Q: I have MgSi at six volumes and want to know how its optical absorption responds when the crystal expands. Is the effect large?

A: In these calculations it is. One percent more volume lowers the photon energy of the absorption peak by roughly 0.03 eV. Over the whole series the volume grows by 23%, while the peak energy nearly halves and the peak height more than doubles. The sampling of reciprocal space is coarse, though, so this describes the calculated peak and not yet the real crystal. The cells differ only in scale, since their shape is held fixed. One row still has question marks, and we can try to work out what belongs there.

Yambo 5.3.0, optical absorption of MgSi (P4/mmm) in the random-phase approximation (Hartree kernel) on PBEsol states from Quantum ESPRESSO, without quasiparticle corrections or a Drude term. All rows use a 4 × 4 × 4 k mesh, 32 bands, a broadening of 0.1 eV and light polarised along x, with the spectrum sampled at 200 photon energies up to 20 eV.

| volume (Å³/atom) | c/a | shortest distance (Å) | absorption peak (eV) | absorption peak height |
| --- | --- | --- | --- | --- |
| 15.272 | 1.4109 | 2.784 | 1.508 | 503.8 |
| 15.966 | 1.4109 | 2.825 | 1.306 | 665.2 |
| 16.661 | 1.4109 | 2.866 | 1.206 | 815.6 |
| 17.355 | 1.4109 | 2.905 | ? | ? |
| 18.049 | 1.4109 | 2.943 | 0.904 | 1175.4 |
| 18.743 | 1.4109 | 2.980 | 0.804 | 1323.4 |

Q: What exactly do the two result columns mean?

A: The absorption peak is the photon energy $E$ at which the absorptive part of the dielectric function is largest. The absorption peak height $H$ is the dimensionless value reached there. The volume $V$ is counted per atom.

Q: So I am watching a band gap close?

A: No, the crystal is a metal in every row and has no gap to close. The peak comes from electrons that light lifts from filled states into empty states of a higher band. The free carriers of a metal also absorb, mostly at low photon energy, and that part is left out here. You should therefore not read a complete infrared spectrum or a reflectivity from these numbers.

Q: Why should the peak move down when the atoms move apart?

A: Overlap is probably part of the reason. Orbitals on neighbouring atoms overlap less at larger distance, so a splitting that overlap creates shrinks, and less photon energy is needed to cross it. That fits the direction of the trend, but not every separation between bands is of this kind, and some grow on expansion. The calculation does not list which bands and which points in reciprocal space make the peak, so the pair of bands remains unidentified.

Q: Could I simply say that all band energies shrink together?

A: That would give far too small an effect. For free electrons, energy goes as one over length squared, hence as $V^{-2/3}$, and every energy difference would drop by about 13% over the series. The peak drops by 47%. A common scaling is therefore not enough. Nor is weaker overlap alone, since the shortest contact grows by only 7%, which is not expected to halve a splitting. If one pair of bands makes the peak at every volume, its separation is probably what remains when larger energies nearly cancel. Such a remainder can change by a large fraction even when each band moves by a modest amount.

Q: How do I turn that into a prediction?

A: For a small change of volume, each band edge or band state shifts in proportion to the relative volume change. The constant of proportionality is called a deformation potential. The separation of two bands then shifts with the difference $a$ of their deformation potentials:

$$E(V) = E_0 + a \ln(V/V_0).$$

I take $V_0$ as the volume of the incomplete row, so that $E_0$ is directly the forecast. A least-squares line through the five known rows gives $a \approx -3.4$ eV.

Q: Can you work one row through, so that I see how it goes?

A: Take the largest cell, which was part of the fit. Its volume is 8% above $V_0$, because $18.743/17.355 = 1.080$, and the logarithm of this ratio is 0.077. The shift is $-3.4 \times 0.077 = -0.26$ eV. Added to $E_0 = 1.05$ eV this gives 0.79 eV, close to the tabulated 0.804 eV.

Q: The steps between the known energies are uneven. Does that tell us something?

A: It tells us how the spectrum was sampled. Photon energies were computed only every 0.10 eV, so each peak is placed on a nearby grid point and the differences between rows come in whole steps. The fitted line passes every known row within half a step, which is as good as this sampling can test. The total fall of 0.70 eV is well resolved, but a slight bend in the curve would not be.

Q: Then what is your forecast for the energy?

A: I expect $1.05 \pm 0.10$ eV. The error bar is one step of the energy grid. Only two grid values lie inside it, 1.005 and 1.106 eV, and I do not choose between them.

Q: And the height? Why does it grow at all?

A: Light couples to the electrons through a momentum matrix element $p$, which measures how strongly the field connects the two states. If $p$, the filling of the two states and the artificial broadening of the spectrum stay the same, then

$$H \propto \frac{|p|^2}{V E^2}.$$

The factor $1/E^2$ appears when the momentum matrix element is converted into a dipole, and $1/V$ because the response is counted per volume. A transition that moves to lower energy thus becomes stronger in the spectrum without any stronger coupling.

Q: Does the table support that?

A: In size, yes. From the smallest to the largest cell, $1/(VE^2)$ grows by a factor of 2.9, and the height grows by 2.6. The product $HE^2V$ varies by 23% among the known rows. Part of that may come from the energy grid, since half a step at the lowest peak already changes $E^2$ by some 12%.

Q: So you use this law for the forecast?

A: I use it to understand the rise, but not for the number. Fitted with one constant strength and the smooth energies from the line above, it misses the known heights by about 80 in the root mean square. A plain straight line in volume, which has two free constants instead of one, misses them by about 9. That line has no deeper derivation and serves only for interpolation between neighbours.

Q: What does it give?

A: My forecast is $996 \pm 100$. The bar is much wider than the scatter about the line, because a peak that falls between two grid points can lose roughly a tenth of its height. Here are the computed values.

The withheld rows as computed:

| volume (Å³/atom) | c/a | shortest distance (Å) | absorption peak (eV) | absorption peak height |
| --- | --- | --- | --- | --- |
| 17.355 | 1.4109 | 2.905 | 1.005 | 900.2 |

Q: The energy came out at 1.005 eV. Is that a hit?

A: Yes, it lies 0.05 eV below the central value and inside the range. It is one of the two grid values that the range allowed. The miss is about half a grid step, so it gives no reason to correct the line. It also gives no proof that a single pair of bands makes the peak at every volume.

Q: The height is 900. That looks less comfortable.

A: It is inside the range, but only just: the computed value lies 96 below the forecast, and the bar was 100. Judged by the scatter of the known rows alone, this would have been a clear failure. The smoothness of five heights made the interpolation look more certain than it was.

Q: Did the peak fall between two grid points, as you feared?

A: That is possible. The line puts the true maximum almost midway between two grid points, where the sampled height suffers most. For a single peak whose half-width is the 0.1 eV broadening, an offset of 0.05 eV would cost about 20%, so my allowance of a tenth was not even the worst case.

Q: You sound unconvinced.

A: One known row speaks against so simple an answer. At 15.966 Å³/atom the fitted energy is also off the grid point, by 0.03 eV, which should cost about 9% of the height. Yet that height lies almost exactly on the straight line. This is weak evidence, because the fitted energy is itself uncertain by a few hundredths of an eV. The other suspect is the coarse sampling of reciprocal space. A peak this high is expected to take up most of the absorption strength that the outer electrons have in total, which is implausible for one transition in a metal. Probably a few mesh points with similar transition energies make the whole peak, and their contributions may shift against each other as the cell expands. A finer energy grid and a denser mesh at this volume would separate the two causes.

Q: The constant-strength law gives 883, much nearer to 900. Should you have trusted it?

A: Not on this evidence. It comes within 18 of the new value, but it overshoots the height of the largest cell by 126. One close row does not repair a law that fits the others poorly. Its worth lies in explaining why the height rises as the energy falls.

Q: What may I use in practice, say if I wanted to read expansion from an optical spectrum?

A: Don't use the numbers as a calibration. The peak probably rests on a few mesh points, and a denser mesh is expected to spread and lower it and may put the maximum elsewhere. The downward shift is a reasonable guess for the transitions seen here, not an established property of the material. With this energy grid, a volume change of about 3% is needed to move the peak by one step. The positions, the heights and the rate have not been tested against a denser mesh, and they hold only for light polarised in the plane of the square base. The attraction between the excited electron and the hole it leaves is also missing, as is any correction to the band energies themselves.

Q: And if I meet another metal with such a peak?

A: Ask first how differently the two bands respond to volume. If they move together, the peak stays where it is; if they approach each other on expansion, it comes down, and if they part, it goes up. For the same shift, a smaller separation at the start means a larger relative change. With equal coupling, the height tends to rise as the energy falls. The printed output below gives the fits and the misses behind our two forecasts.

The analysis program printed:

```
fit of absorption_peak on 5 rows: constant 1.053 +/- 0.012, coefficient of lnv -3.408 +/- 0.15; rms 0.0198, worst 15.966 0.0313, leave-one-out rms 0.034
  rows outside the fit (model, value, miss): 17.355 1.053, 1.005, 0.0479
fit of absorption_peak_height on 5 rows: constant 996.3 +/- 5.7, coefficient of dv 239.1 +/- 4.2; rms 9.44, worst 16.661 14.8, leave-one-out rms 14.4
  rows outside the fit (model, value, miss): 17.355 996.3, 900.2, 96.1
fit of absorption_peak_height on 5 rows: coefficient of inv 882.6 +/- 39; rms 82.8, worst 18.743 126, leave-one-out rms 128
  rows outside the fit (model, value, miss): 17.355 882.6, 900.2, -17.6
Forecast of the peak energy, lower end (eV): 0.9529
Forecast of the peak energy, upper end (eV): 1.153
Forecast of the peak height, lower end: 896.3
Forecast of the peak height, upper end: 1096
Step of the energy grid (eV): 0.1005
Tenth grid energy (eV): 1.005
Eleventh grid energy (eV): 1.106
Fall of the peak from smallest to largest cell (eV): 0.704
The same fall (percent): 46.68
Fall from uniform free-electron scaling (percent): 12.76
Shift of the fitted peak per 1 percent of volume (eV): -0.03408
Height in largest cell over height in smallest cell: 2.627
The same ratio expected from 1/(V E^2) with the tabulated energies: 2.866
Largest over smallest height x E^2 x V in the known rows: 1.233
```
